**Same-shell gaps and the polarisabilities of Hf69+**

The table holds static scalar and tensor dipole polarisabilities of seven levels of lithium-like hafnium, from Dirac-Coulomb frozen-core DHF followed by Brueckner orbitals in a B-spline basis. The program tests a hydrogenic model in which same-shell terms, divided by the level gaps of the same calculation, are added to a non-relativistic background from all other shells, with the 4f5/2–4d5/2 gap fitted to the 4f5/2 scalar. With Dirac radial integrals for charge 70 all entries but those of 3d3/2 are met within 4 % of the table, while non-relativistic integrals overshoot the $n=2$ scalars by 20 to 31 %. The 3d3/2 row is overshot by 23 % (scalar) and 34 % (tensor) with the 12.7 eV gap to 3p3/2, and implies a gap of 15 to 16 eV. The fitted 4f gap is 0.33 to 0.36 eV, and a change of 0.05 eV moves the 4f5/2 scalar by 11 to 15 %.

Static dipole polarisabilities of the lowest state of each symmetry in Hf69+ (Z = 72), one electron outside a 1s² core, from B-spline many-body code 1. The no-pair Dirac-Coulomb calculation uses frozen-core Dirac-Hartree-Fock, Brueckner orbitals (second-order and RPA-screened correlation potential), static core-polarisation RPA and a nuclear rms radius of 5.347 fm.

## The fit in Python

```python
# Table: static scalar/tensor dipole polarisabilities (bohr^3) of Hf69+ (1s2 + one electron), B-spline many-body
# code, Dirac-Coulomb DHF + Brueckner orbitals. Tested: hydrogenic same-n terms over the run's gaps + n'!=n background.
T = {
    'polarised': ['2s1/2', '2p1/2', '2p3/2', '3d3/2', '3d5/2', '4f5/2', '4f7/2'],
    'polarised_scalar': [0.0001792, -0.0001322, -1.225e-05, -0.001661, -0.001059, -0.08093, -0.01639],  # bohr³
    'polarised_tensor': [None, None, 1.84e-05, -0.000885, 0.001115, -0.07675, 0.01667],  # bohr³
}
import numpy as np
from functools import lru_cache
from scipy.constants import alpha, physical_constants as pc
from scipy.linalg import eigh_tridiagonal
from scipy.special import hyp1f1
from scipy.optimize import brentq
from sympy import Rational as Q
from sympy.physics.wigner import wigner_3j
Ha = pc['Hartree energy in eV'][0]; cm = 100*pc['inverse meter-electron volt relationship'][0]
lab = T['polarised']; A0 = dict(zip(lab, T['polarised_scalar'])); A2 = dict(zip(lab, T['polarised_tensor']))
# further outputs of the same run: levels (eV), 4f doublet, doublets DHF/correlated (1/cm), core polarisability
E0 = {'2s1':0., '2p1':184.853, '2p3':1511.91, '3p1':10518.8, '3p3':10914.3, '3d3':10927., '3d5':11039.7, '4p3':14240.1, '4d3':14247., '4d5':14294.8}
f4 = 186585*cm; core = 2.4897e-07
dbl = {'2p':(1.08471e7, 1.07035e7), '3p':(3.22777e6, 3.19007e6), '4p':(1.35231e6, 1.35249e6), '3d':(908392, 908741)}
h = 0.04; r = h*np.arange(1, 2501); x = np.linspace(0, 100, 20001)[1:]
H = [eigh_tridiagonal(1/h**2 + l*(l+1)/(2*r*r) - 1/r, -0.5/h**2*np.ones(len(r)-1)) for l in range(5)]
@lru_cache(None)
def bg(n, l, lp):  # non-relativistic H atom, sum over n' != n incl. box continuum
    R = H[lp][1].T @ (r*H[l][1][:, n-l-1]); d = H[lp][0] - H[l][0][n-l-1]
    if lp < n: d[n-lp-1] = np.inf
    return np.sum(R*R/d)
def dirac(n, l, j2, Z):
    k = l if j2 == 2*l-1 else -(l+1); g = np.sqrt(k*k - (Z*alpha)**2); nr = n-abs(k)
    N = np.sqrt(n*n - 2*nr*(abs(k)-g)); e = (nr+g)/N; p = 2*x/N; w = p**g*np.exp(-p/2)
    a = nr*hyp1f1(-max(nr-1, 0), 2*g+1, p); b = (N-k)*hyp1f1(-nr, 2*g+1, p)
    u = np.array([np.sqrt(1+e)*w*(b-a), -np.sqrt(1-e)*w*(a+b)]); return u/np.sqrt(np.sum(u*u))
@lru_cache(None)
def R2(n, l, j2, lp, k2, Z, rel):
    return (np.sum(dirac(n, l, j2, Z)*dirac(n, lp, k2, Z)*x)/Z)**2 if rel else (1.5*n/Z)**2*(n*n - max(l, lp)**2)
@lru_cache(None)
def C2(j2, k2): return float((j2+1)*(k2+1)*wigner_3j(Q(j2, 2), Q(k2, 2), 1, Q(-1, 2), Q(1, 2), 0)**2)
def model(s, g=0.3, d3=0., d2=0., Z=70, rel=True):
    E = dict(E0); E['4f5'] = E['4d5']+g; E['4f7'] = E['4f5']+f4; E['3p3'] -= d3; E['2p1'] += d2
    n, l, j2 = int(s[0]), 'spdfg'.index(s[1]), int(s[2]); j = j2/2; a0 = a2 = 0.; parts = {'bg': 0.}
    for lp, k2 in [(lp, k2) for lp in (l-1, l+1) if lp >= 0 for k2 in (2*lp-1, 2*lp+1) if k2 > 0 and abs(k2-j2) <= 2]:
        pre = 2/(3*(j2+1))*C2(j2, k2); t = pre*bg(n, l, lp)/Z**4; parts['bg'] += t
        if lp < n:
            q = f"{n}{'spdfg'[lp]}{k2}"; parts[q] = pre*R2(n, l, j2, lp, k2, Z, rel)*Ha/(E[q]-E[s[:3]]); t += parts[q]
        a0 += t; a2 += t*{-2: -1, 0: (2*j-1)/(j+1), 2: -j*(2*j-1)/((j+1)*(2*j+3))}[k2-j2]
    return a0, a2, parts
fl = lambda v: 0.5*10**(np.floor(np.log10(abs(v)))-3)
fit = lambda s, key, lo, hi, **kw: brentq(lambda v: model(s, **{key: v}, **kw)[0] - A0[s], lo, hi)
print('|scalar| ratios: 2p1/2:2s %.3f, 2p1/2:2p3/2 %.2f, 3d3/2:3d5/2 %.2f, 4f5/2:4f7/2 %.2f, max:min %.0f' % (-A0['2p1/2']/A0['2s1/2'], A0['2p1/2']/A0['2p3/2'], A0['3d3/2']/A0['3d5/2'], A0['4f5/2']/A0['4f7/2'], A0['4f5/2']/A0['2p3/2']))
print('tensor/scalar (pure j-1: -1; pure j: 0.80 at 3/2, 1.14 at 5/2):', ', '.join('%s %.3f' % (s, A2[s]/A0[s]) for s in lab if A2[s]))
print('core alpha as %% of |scalar|: 2s %.2f, 2p3/2 %.1f; table rounding <= %.3f %%' % (100*core/A0['2s1/2'], -100*core/A0['2p3/2'], max(100*fl(v)/abs(v) for v in A0.values())))
for s in ('2p3/2', '3d5/2', '4f7/2'):
    n = int(s[0]); f = n**4*(17*n*n - 9*(n-1)**2 + 19)/8/70**4; t = A0[s]+A2[s]; assert abs(t/f-1) < 0.15
    print('m=j %s: scalar+tensor %.3e bohr3, formula %.3e, table/formula-1 %+.1f %% (core removed %+.1f %%), rounding %.1f %%' % (s, t, f, 100*(t/f-1), 100*((t-core)/f-1), 100*(fl(A0[s])+fl(A2[s]))/t))
print('printed gaps eV: 3d3/2-3p3/2 %.1f, 3d5/2-3p3/2 %.1f, 3d3/2-3p1/2 %.1f, 4d3/2-4p3/2 %.1f, 4d doublet %.1f, 4f doublet %.2f' % (E0['3d3']-E0['3p3'], E0['3d5']-E0['3p3'], E0['3d3']-E0['3p1'], E0['4d3']-E0['4p3'], E0['4d5']-E0['4d3'], f4))
print('doublet correlated-DHF eV:', ', '.join('%s %+.2f' % (k, (b-a)*cm) for k, (a, b) in dbl.items()))
print('4d3/2-4p3/2 gap scaled to n=3: n^-3 %.1f eV, (n^2-1)/n^5 %.1f eV' % ((E0['4d3']-E0['4p3'])*64/27, (E0['4d3']-E0['4p3'])*8/243*1024/15))
for Z in (72, 70):
    g, d3, d2 = fit('4f5/2', 'g', .05, 5, Z=Z), fit('3d3/2', 'd3', -5, 20, Z=Z), fit('2p1/2', 'd2', -100, 100, Z=Z)
    print('Dirac Z=%d implied gaps eV: 4f5/2-4d5/2 %.3f, 3d3/2-3p3/2 %.1f (shift %+.1f), 2p1/2-2s %.1f (shift %+.1f)' % (Z, g, E0['3d3']-E0['3p3']+d3, d3, E0['2p1']+d2, d2))
gn = fit('4f5/2', 'g', .05, 5, rel=False); print('non-rel Z=70 implied 4f5/2-4d5/2 gap %.3f eV' % gn)
V = [dict(g=gn, rel=False), dict(g=g), dict(g=g, d3=d3, d2=d2), dict(g=fit('4f5/2', 'g', .05, 5, Z=72), Z=72)]
print('model/table-1 in %: A non-rel 70 | B Dirac 70 | C = B + implied 3p3/2, 2p1/2 gaps | D Dirac 72, printed gaps')
print('(fitted to zero: 4f5/2 scalar in all; 3d3/2 and 2p1/2 scalars in C)')
for i, (nm, A) in enumerate((('scalar', A0), ('tensor', A2))):
    for s in lab:
        if A[s]: print('%s %s table %.3e, B %.3e: ' % (nm, s, A[s], model(s, **V[1])[i]) + ' | '.join('%+.1f' % (100*(model(s, **v)[i]/A[s]-1)) for v in V))
for s in lab: print('scalar parts C, bohr3 (share) %s: ' % s + ', '.join('%s %.2e (%.0f%%)' % (k, v, 100*v/A0[s]) for k, v in model(s, **V[2])[2].items()))
print('4f5/2 scalar for gap +0.05 eV: %+.0f %%, -0.05 eV: %+.0f %%' % tuple(100*(model('4f5/2', g=g+e)[0]/A0['4f5/2']-1) for e in (.05, -.05)))
assert A0['2s1/2'] > 0 and all(A0[s] < 0 for s in lab if s != '2s1/2')
assert A2['3d3/2']/A0['3d3/2'] > 0 and A2['4f5/2']/A0['4f5/2'] > 0 and 0.1 < g < 1
```

Output:

```
|scalar| ratios: 2p1/2:2s 0.738, 2p1/2:2p3/2 10.79, 3d3/2:3d5/2 1.57, 4f5/2:4f7/2 4.94, max:min 6607
tensor/scalar (pure j-1: -1; pure j: 0.80 at 3/2, 1.14 at 5/2): 2p3/2 -1.502, 3d3/2 0.533, 3d5/2 -1.053, 4f5/2 0.948, 4f7/2 -1.017
core alpha as % of |scalar|: 2s 0.14, 2p3/2 2.0; table rounding <= 0.047 %
m=j 2p3/2: scalar+tensor 6.150e-06 bohr3, formula 6.497e-06, table/formula-1 -5.3 % (core removed -9.2 %), rounding 0.2 %
m=j 3d5/2: scalar+tensor 5.600e-05 bohr3, formula 5.735e-05, table/formula-1 -2.4 % (core removed -2.8 %), rounding 1.8 %
m=j 4f7/2: scalar+tensor 2.800e-04 bohr3, formula 2.799e-04, table/formula-1 +0.0 % (core removed -0.0 %), rounding 3.6 %
printed gaps eV: 3d3/2-3p3/2 12.7, 3d5/2-3p3/2 125.4, 3d3/2-3p1/2 408.2, 4d3/2-4p3/2 6.9, 4d doublet 47.8, 4f doublet 23.13
doublet correlated-DHF eV: 2p -17.80, 3p -4.67, 4p +0.02, 3d +0.04
4d3/2-4p3/2 gap scaled to n=3: n^-3 16.4 eV, (n^2-1)/n^5 15.5 eV
Dirac Z=72 implied gaps eV: 4f5/2-4d5/2 0.328, 3d3/2-3p3/2 15.0 (shift +2.3), 2p1/2-2s 175.1 (shift -9.8)
Dirac Z=70 implied gaps eV: 4f5/2-4d5/2 0.349, 3d3/2-3p3/2 16.1 (shift +3.4), 2p1/2-2s 187.2 (shift +2.3)
non-rel Z=70 implied 4f5/2-4d5/2 gap 0.362 eV
model/table-1 in %: A non-rel 70 | B Dirac 70 | C = B + implied 3p3/2, 2p1/2 gaps | D Dirac 72, printed gaps
(fitted to zero: 4f5/2 scalar in all; 3d3/2 and 2p1/2 scalars in C)
scalar 2s1/2 table 1.792e-04, B 1.861e-04: +28.0 | +3.9 | +2.9 | -3.3
scalar 2p1/2 table -1.322e-04, B -1.339e-04: +30.8 | +1.3 | +0.0 | -5.6
scalar 2p3/2 table -1.225e-05, B -1.260e-05: +20.1 | +2.9 | +2.9 | -0.7
scalar 3d3/2 table -1.661e-03, B -2.046e-03: +32.2 | +23.2 | +0.0 | +16.2
scalar 3d5/2 table -1.059e-03, B -1.086e-03: +5.6 | +2.6 | -0.3 | -2.8
scalar 4f5/2 table -8.093e-02, B -8.093e-02: +0.0 | +0.0 | +0.0 | +0.0
scalar 4f7/2 table -1.639e-02, B -1.638e-02: +1.2 | -0.0 | -0.0 | -5.4
tensor 2p3/2 table 1.840e-05, B 1.910e-05: +15.2 | +3.8 | +3.8 | -2.4
tensor 3d3/2 table -8.850e-04, B -1.187e-03: +44.9 | +34.2 | -0.7 | +26.2
tensor 3d5/2 table 1.115e-03, B 1.144e-03: +5.4 | +2.6 | -0.2 | -3.1
tensor 4f5/2 table -7.675e-02, B -7.678e-02: -0.3 | +0.0 | +0.0 | +1.1
tensor 4f7/2 table 1.667e-02, B 1.666e-02: +1.2 | -0.0 | -0.0 | -5.5
scalar parts C, bohr3 (share) 2s1/2: bg 5.00e-06 (3%), 2p1 1.40e-04 (78%), 2p3 3.99e-05 (22%)
scalar parts C, bohr3 (share) 2p1/2: bg 7.33e-06 (-6%), 2s1 -1.40e-04 (106%)
scalar parts C, bohr3 (share) 2p3/2: bg 7.33e-06 (-60%), 2s1 -1.99e-05 (163%)
scalar parts C, bohr3 (share) 3d3/2: bg 7.76e-05 (-5%), 3p1 -2.92e-04 (18%), 3p3 -1.45e-03 (87%)
scalar parts C, bohr3 (share) 3d5/2: bg 7.76e-05 (-7%), 3p3 -1.13e-03 (107%)
scalar parts C, bohr3 (share) 4f5/2: bg 4.32e-04 (-1%), 4d3 -7.62e-03 (9%), 4d5 -7.37e-02 (91%)
scalar parts C, bohr3 (share) 4f7/2: bg 4.32e-04 (-3%), 4d5 -1.68e-02 (103%)
4f5/2 scalar for gap +0.05 eV: -11 %, -0.05 eV: +15 %
```
